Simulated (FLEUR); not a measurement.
# Spin moments and parallel–antiparallel energy difference of rutile-type CrO2 against cell volume, all-electron PBE+U

We calculate the Cr spin moments of rutile-type CrO2 and the free energy of an antiparallel order relative to the parallel one, while the cell is scaled evenly about its measured volume. The energy difference is given per Cr atom, and a positive value means that the parallel order lies lower. The question is how far compression or expansion shifts the moments and this balance. It matters for spin-polarised electrodes, where a film is strained by its substrate and the parallel order has to survive. Because the fractional positions are held, all bond angles stay fixed and only the distances change. The results therefore describe even scaling, not the response of a film stretched in its plane.

## Systems and settings

CrO2 (rutile type): the measured cell (COD); 6 atoms in the primitive cell, fractional positions held. First order: parallel (++); second order: antiparallel (+-). FLEUR MaX-R8.1, all-electron FLAPW in bulk geometry, scalar-relativistic valence, PBE with U = 3.5 eV on Cr d (double counting: FLL), basis cutoff 4.4 1/bohr, density cutoff 13.2 1/bohr, Fermi-Dirac smearing of 0.05 eV, muffin-tin radii Cr 2.15, O 1.21 bohr. Local moments are those inside the muffin-tin spheres. Collinear spins without spin-orbit coupling, 8x8x8 k-points for the first order in every row. Left out of the table: volume 1.09, antiferro +- (did not converge or finish). The same in all rows: net spin moment of the whole primitive cell, first order: 4.000 μB/cell; Kohn-Sham band gap of the first order on its k-point mesh; set to zero under 0.1 eV or twice the smearing width (level spacings that a finite mesh gives in a metal), blank from there to 0.3 eV, where the mesh cannot tell: 0.00 eV.

Notes on method and selection:

- Each run ends in the state reached from its typed start, which may not be the lowest.
- The spheres keep their radius, so sphere moments at unlike sizes cover unlike shares of space.
- The two orders are a test pair; neither need be the ground order.
- A blank cell means that the quantity does not apply to the row, or that its run was not made or gave no value that passed the checks named.
- Runs that did not converge, have known faults or may not be shown are not listed, and runs on Ansatz's PAW sets soft_1 and soft_2 are kept to separate tables.

Columns:

- relative volume: volume of the cell over its starting value, all lengths scaled alike.
- moment, second order (μB): largest spin moment inside a sphere, second order.
- largest local moment (μB): largest spin moment inside a sphere, first order.
- second less first (meV): free energy of the second order less the first, per magnetic atom, where the second keeps its moments.
- energy of strained cell (meV/cell): free energy of the strained cell in the first order above its lowest row, per primitive cell; its curvature gives the bulk modulus (equation of state).

## Data

| member | relative volume | moment, second order (μB) | largest local moment (μB) | second less first (meV) | energy of strained cell (meV/cell) |
| --- | --- | --- | --- | --- | --- |
| relative volume 0.91 | 0.91 | 1.841 | 2.133 | 165.3 | 803.0 |
| relative volume 0.94 | 0.94 | 1.870 | ? | ? | ? |
| relative volume 0.97 | 0.97 | 1.898 | 2.193 | 164.7 | 175.0 |
| relative volume 1 | 1.00 | 1.927 | 2.226 | 166.6 | 56.2 |
| relative volume 1.03 | 1.03 | 1.958 | 2.262 | 169.5 | 0.0 |
| relative volume 1.06 | 1.06 | 1.991 | 2.301 | 174.5 | 28.6 |
| relative volume 1.09 | 1.09 | – | 2.341 | – | 117.3 |

Cells marked ? are withheld until the estimate has been made.

## Mechanism

The parallel order is lower in every row where both orders are shown, by 164.7 to 174.5 meV per Cr. The balance responds unevenly to volume. From relative volume 1.00 to 1.06 the difference rises by 174.5 − 166.6 = 7.9 meV, or about 1.3 meV for each percent of volume. Between 0.97 and 0.91 it changes by only 0.6 meV, which is too little to interpret in a metal sampled on a finite mesh.

The Cr sphere moment grows with volume in both orders. In the parallel order it goes from 2.133 μB at 0.91 to 2.341 μB at 1.09, although the fixed sphere covers a smaller share of the larger cell. The net moment meanwhile stays at 4.000 μB per cell, two for each Cr, as expected for a half-metal with a gap in the minority spin channel. The two Cr spheres together exceed this net moment by 2 × 2.133 − 4.000 = 0.266 μB at 0.91 and by 2 × 2.341 − 4.000 = 0.682 μB at 1.09. The excess is cancelled chiefly by opposed spin on oxygen.

This pattern fits a shift of majority-spin electrons from O 2p to Cr 3d on expansion. It also fits a retreat of minority-spin electrons from Cr to O as the bonds become less covalent, and the sphere moments alone cannot tell the two apart. In the first picture, longer bonds weaken the Cr–O repulsion that pushes the antibonding d levels up, so these levels fall relative to O 2p and take up more charge. Oxygen is left with more majority-spin holes and hence a larger opposed moment.

Either shift may help to explain why expansion favours the parallel order: an oxygen spin opposed to all three of its Cr neighbours holds them parallel to each other. Antiferromagnetic superexchange, which scales as $t^2/U$ with the hopping $t$, also weakens as the bonds lengthen and acts in the same direction. On compression both effects should lower the difference, so its levelling off below 0.97 calls for an opposing contribution, possibly the gain in band energy of the parallel metal as its bands widen.

## Estimating the withheld member

Plain estimates from the members shown:

- relative volume 0.94, straight-line interpolation between relative volume 0.91 and relative volume 0.97: w = (0.94 − 0.91) / (0.97 − 0.91) = 0.500, so 165.3 + 0.500 × (164.7 − 165.3) = 165.0 meV

The straight line between 0.91 and 0.97 gives 165.0 meV, but the shown values curve upward, so a chord should lie too high. At 1.00 the chord between the neighbouring rows gives (164.7 + 169.5) / 2 = 167.1 meV against 166.6 meV, and at 1.03 it gives (166.6 + 174.5) / 2 = 170.6 meV against 169.5 meV.

We therefore use a parabola through the rows at 0.91, 0.97 and 1.00. For equal steps of 0.03 it gives

$$E(0.94) = \frac{E(0.91) + 3E(0.97) - E(1.00)}{3},$$

which is (165.3 + 3 × 164.7 − 166.6) / 3 = 164.3 meV, or 0.7 meV below the chord.

The same construction, moved up by two steps, predicts the row at 1.00 from those at 0.97, 1.03 and 1.06: (164.7 + 3 × 169.5 − 174.5) / 3 = 166.2 meV, against 166.6 meV in the table. Its miss of 0.4 meV is taken as the error bar. The Cr moments of the second order run smoothly through 0.94, with 1.870 μB against a mean of 1.870 μB for the two neighbours, so there is no sign of a different magnetic state that would call for a further shift.

**Committed estimate, relative volume 0.94: second less first = 164.3 ± 0.4 meV.**

## Result

| member | relative volume | moment, second order (μB) | largest local moment (μB) | second less first (meV) | energy of strained cell (meV/cell) |
| --- | --- | --- | --- | --- | --- |
| relative volume 0.94 | 0.94 | 1.870 | 2.162 | 164.4 | 439.7 |

| member | estimate | second less first (meV) | computed | estimate − computed | miss in error bars |
| --- | --- | --- | --- | --- | --- |
| relative volume 0.94 | committed | 164.3 | 164.4 | −0.1 | 0.2 |
| relative volume 0.94 | interpolation | 165.0 | 164.4 | +0.6 |  |

The estimate of 164.3 meV lies 0.1 meV below the computed 164.4 meV, well inside its error bar of 0.4 meV. The straight line between the neighbouring rows was 0.6 meV too high. The argument from curvature therefore held: the energy difference bends upward with volume on the compressed side as it does on the expanded side.

This success tests the smoothness of the series and not the mechanism behind it. The two effects we proposed, oxygen spin opposed to Cr and superexchange that weakens with bond length, would both lower the difference at every step of compression. From 0.94 to 0.91 it instead rises by 165.3 − 164.4 = 0.9 meV. If so small a rise is real, something else favours the parallel order in the compressed cell. The gain in band energy of the parallel metal remains a possible cause, but no column measures it.

## Departures from the trend

No row stands out in the energy difference between the orders or in the moments. The total energy of the parallel order is less regular. Its successive steps are −363.3, −264.7, −118.8, −56.2, 28.6 and 88.7 meV per cell, so the step changes by 363.3 − 264.7 = 98.6 meV, then by 264.7 − 118.8 = 145.9 meV, 118.8 − 56.2 = 62.6 meV, 28.6 + 56.2 = 84.8 meV and 88.7 − 28.6 = 60.1 meV. For a smooth equation of state these changes should vary gradually.

The disturbance centres on 0.97 and 1.00. A cubic through the two rows on either side of 0.97 gives (4 × 439.7 + 4 × 56.2 − 803.0 − 0.0) / 6 = 196.8 meV, so the computed value is low by 196.8 − 175.0 = 21.8 meV. The same test puts the row at 1.00 too high by 56.2 − (4 × 175.0 + 4 × 0.0 − 439.7 − 28.6) / 6 = 17.6 meV, and the two rows cannot be judged independently.

A numerical cause is likelier than a magnetic one, for instance a basis that changes in jumps as the cell grows at fixed cutoff. The parallel moments pass smoothly through both rows, and the energy difference between the orders does too, as expected if both orders carry nearly the same error.

## Conclusions and limits

Between relative volumes 0.91 and 1.06 the parallel order stays below this antiparallel one by 164.4 to 174.5 meV per Cr. A parabola through nearby rows missed by 0.1 and 0.4 meV inside the range. Carried one step outward, from 0.97, 1.00 and 1.03 to 1.06, it gives 164.7 + 3 × (169.5 − 166.6) = 173.4 meV, which is 1.1 meV too low.

In terms of strain, stretching all lengths by about 1 % from the measured cell raises the difference by 169.5 − 166.6 = 2.9 meV, or 1.7 %. Even scaling is thus a weak handle on this balance. A bulk modulus should not be taken from a few of these rows, given the irregular total energies.

All rows share one value of U, so the series does not show how the difference depends on it. A smaller U would strengthen antiferromagnetic superexchange, which by itself lowers the difference.
